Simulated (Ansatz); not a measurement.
## Isomers of TaNH4O3

2 of its isomers, all singlets with charge 0: A = `[NH]=[Ta]([OH])([OH])[OH]`; B = `[NH2][Ta](=[O])([OH])[OH]`.

Shapes, held fixed at every level: PBE0-D4/def2-TZVP. Flexible molecules stand in one conformer, not always the lowest. Programs: Ansatz 0.2.0.

Electronic energies in kJ/mol, without zero-point or thermal terms.

Question: From chemical knowledge, estimate the order of stability.

Answer: B < A in rising energy, over a span of 74 kJ/mol, by CCSD(T)/def2-TZVPP. All levels agree on that. The B − A difference spans -80.8 to -63.1 kJ/mol over the levels. For atoms past krypton def2 sets carry core potentials with scalar relativity. Outer-core shells of Ta are correlated, in sets that cover them unevenly.

| level | kind | B − A |
| --- | --- | --- |
| HF/def2-SVP | Hartree–Fock | -63.1 |
| SPW92/def2-TZVPP | LDA | -75.0 |
| r2SCAN-D4/def2-TZVPP | meta-GGA | -78.9 |
| B3LYP-D4/def2-TZVPP | global hybrid | -75.3 |
| PBE0-D4/def2-TZVPP | global hybrid | -74.7 |
| MP2/def2-TZVPP | perturbation theory | -80.8 |
| CCSD/def2-TZVPP | coupled cluster or CI | -71.3 |
| CCSD(T)/def2-TZVPP | coupled cluster or CI | -74.2 |

The oxo amide B lies below the imido hydroxide A by 74.2 kJ/mol at CCSD(T), a clear preference for placing the multiple bond on oxygen and the extra proton on nitrogen. Both isomers are formally d0 Ta(V) with one multiply bonded ligand, so the gap reflects a proton shift between ligands, not a change of oxidation state. An imido nitrogen is generally more basic than a terminal oxo, its lone pairs being higher in energy and less tightly held. Protonating it while freeing an oxo group therefore pays, and the strong, polar Ta–O multiple bond of an oxophilic metal probably outweighs the loss of an O–H bond in favour of a weaker N–H bond. Amide π donation into empty Ta 5d orbitals should help B further. Because the bonding pattern is so similar on both sides, much of the correlation error likely cancels, which fits the agreement on the sign. The energies say nothing about the barrier to proton transfer, so A could still persist kinetically.
